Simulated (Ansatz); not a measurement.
WS2: energy along a strain

WS2, P6_3/mmc, a = 3.115 Å, c = 11.772 Å. Ansatz: PBEsol+D3(BJ), PAW, 420 eV, Γ-centred 12×12×4 mesh on 6 atoms, Gaussian smearing 0.05 eV; no spin polarisation. Cell vectors (Å): 3.115 0.000 0.000; -1.557 2.697 0.000; 0.000 0.000 11.772. The cell is strained by x per cent times the pattern (1 1 0 0 0 0) in the order xx yy zz yz xz xy (engineering shears), with fractional coordinates held. y is the free energy over the start, V0 = 16.485 Å³/atom.

| x (%) | y (meV/atom) |
| --- | --- |
| -6.00 | ? |
| -4.50 | 97.89 |
| -3.00 | 41.86 |
| -1.50 | 10.07 |
| 0.00 | 0.00 |
| 1.50 | 9.33 |
| 3.00 | 35.99 |
| 4.50 | 78.07 |
| 5.25 | 104.36 |
| 6.00 | 133.87 |

Problem. Fit y = c2 x² + c3 x³ to the other rows, get the stiffness along the pattern, and predict the missing energy.

Solution. Least squares on the rows shown. y = 4.3483 x² − 0.10626 x³. The clamped-ion stiffness p·C·p = 2 × 43.48 eV × 160.2 / 16.485 Å³ = 845 GPa. At x = -6.00 the fit asked for gives 179.49 meV/atom. The run gave 180.98 meV/atom, so the fit is 1.49 meV/atom too low, 0.82 % of the span of the series, against an rms of 0.20 meV/atom on the fitted rows. The row lies outside the fitted range. With a term in x⁴ added, a fit to the same known rows predicts 180.86 meV/atom, so most of the miss is curvature that the known rows already hold.

Spin–orbit coupling is left out, which can shift energies with elements as heavy as these.

Cost: 10 runs of about 1.5 core-minutes in all, on Intel Xeon Platinum 8259CL (Skylake/Cascade Lake) (shared hosts).

Compression costs more energy than stretching at every matched pair of strains, which is the ordinary anharmonicity of a bonded solid: short-range repulsion rises steeply as atoms are pushed together, while the bonding weakens more gradually as they are drawn apart. The large in-plane stiffness reflects the covalent W 5d–S 3p network within each layer; the weak forces between layers probably add little to it.

The 845 GPa is not a Young's modulus or a single elastic constant. For this equal biaxial strain, hexagonal symmetry makes it twice the sum of C11 and C12. It should also exceed the measurable, relaxed value of the same combination. With the sulfur heights frozen, in-plane strain has to change the W–S bond lengths, whereas free sulfur planes would move outward under compression and inward under tension, relieving part of that change. The same relaxation would lower the energies at both ends of the series. This single strain pattern cannot separate C11 from C12, so it gives no in-plane shear stiffness.
